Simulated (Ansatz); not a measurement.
## Computed against measured: atomisation enthalpy at 298 K

10 molecules with halogens; the atomisation enthalpy at 298 K in kJ/mol, computed less measured. Shapes, held fixed at every level: PBE0-D4/def2-TZVP. Flexible molecules stand in one conformer, not always the lowest. Thermal terms are harmonic and unscaled (PBE0-D4/def2-TZVP); the spin-orbit lowering of the free atoms is taken from their spectra. Programs: Ansatz 0.2.0. Measured values: Active Thermochemical Tables, CRC Handbook of Chemistry and Physics, NIST-JANAF tables.

Levels: A = PBE-D4/def2-TZVPP; B = r2SCAN0-D4/def2-TZVPP; C = B2PLYP/def2-TZVPP.

```csv
molecule,from tabulated heats,A,B,C
CBr2Cl2 (dibromodichloromethane),1180,+88,-44,-60
CH3I (methyl iodide),1463,+17,-24,-22
SiH3Cl (SMILES [SiH3]Cl),1367,-26,-11,-22
"C2Cl4F2 (1,1,1,2-tetrachloro-2,2-difluoroethane)",2568,+224,-22,-34
"C2H2Br2Cl2 (1,2-dibromo-1,2-dichloroethane)",2373,+127,-25,-50
"C2H3F3 (1,1,2-trifluoroethane)",3057,+47,-131,-97
"C2H4F2 (1,2-difluoroethane)",2915,+80,-57,-32
C2H5F (SMILES CCF),2876,+52,-38,-27
C2HCl5 (pentachloroethane),2400,+148,-37,-73
"C3H3F3 (3,3,3-trifluoropropene)",3657,+160,-64,-30
```

(1) Sum up the errors.

## Answers

(1) 
| level | kind | mean error | mean absolute error | worst case |
| --- | --- | --- | --- | --- |
| PBE-D4/def2-TZVPP | GGA | +91.7 | 96.9 | C2Cl4F2 |
| r2SCAN0-D4/def2-TZVPP | global hybrid | -45.3 | 45.3 | C2H3F3 |
| B2PLYP/def2-TZVPP | double hybrid | -44.7 | 44.7 | C2H3F3 |

On this set B2PLYP/def2-TZVPP has the smallest mean absolute error and PBE-D4/def2-TZVPP the largest. PBE-D4/def2-TZVPP is too high in 9 of 10; r2SCAN0-D4/def2-TZVPP is too low in 10 of 10; B2PLYP/def2-TZVPP is too low in 10 of 10. The heats of SiH3Cl, C2H2Br2Cl2, C3H3F3 come from older tables and can be uncertain by 10 kJ/mol or more. The molecules' own spin-orbit binding is left out, so errors for heavy halides read too negative. Heats of the atoms come from ATcT where it has them. With so many references in doubt the order of the levels isn't settled. The tabulated values of C2Cl4F2, C2H3F3, C2HCl5 are in doubt (older tables, estimates, or at odds with other calculations) and kept here. Over the 7 molecules whose values aren't doubted the mean absolute errors are A 78.6; B 37.6; C 34.7. The smallest two are near a tie. For atoms past krypton def2 sets carry core potentials with scalar relativity. Relativity is left out for Br. Outer-core shells of Br, I are correlated, in sets that cover them unevenly. The set is small.

The difference between two levels is independent of the reference heat, so it shows more than the individual errors do. From fluoroethane through difluoroethane to trifluoroethane, PBE binds increasingly more strongly than r2SCAN0, although the number of bonds stays the same. This suggests that the excess comes with replacing C–H by C–F, where semilocal exchange tends to favour the electron-rich bonding region and its neighbouring lone pairs over the separated open-shell atoms. SiH3Cl breaks the pattern of PBE overbinding, in keeping with that functional's known tendency to underbind silicon hydrides.

The near-equal averages of r2SCAN0 and B2PLYP hide a chemical split. B2PLYP gives the larger atomisation enthalpy for every molecule whose only halogen is fluorine, and the smaller one for every molecule containing chlorine; methyl iodide is nearly indifferent. Missing dispersion between bulky, polarisable halogens and slow basis-set convergence of the perturbative correlation may both contribute. The similar averages therefore don't make the two levels interchangeable for reactions that exchange fluorine for chlorine.
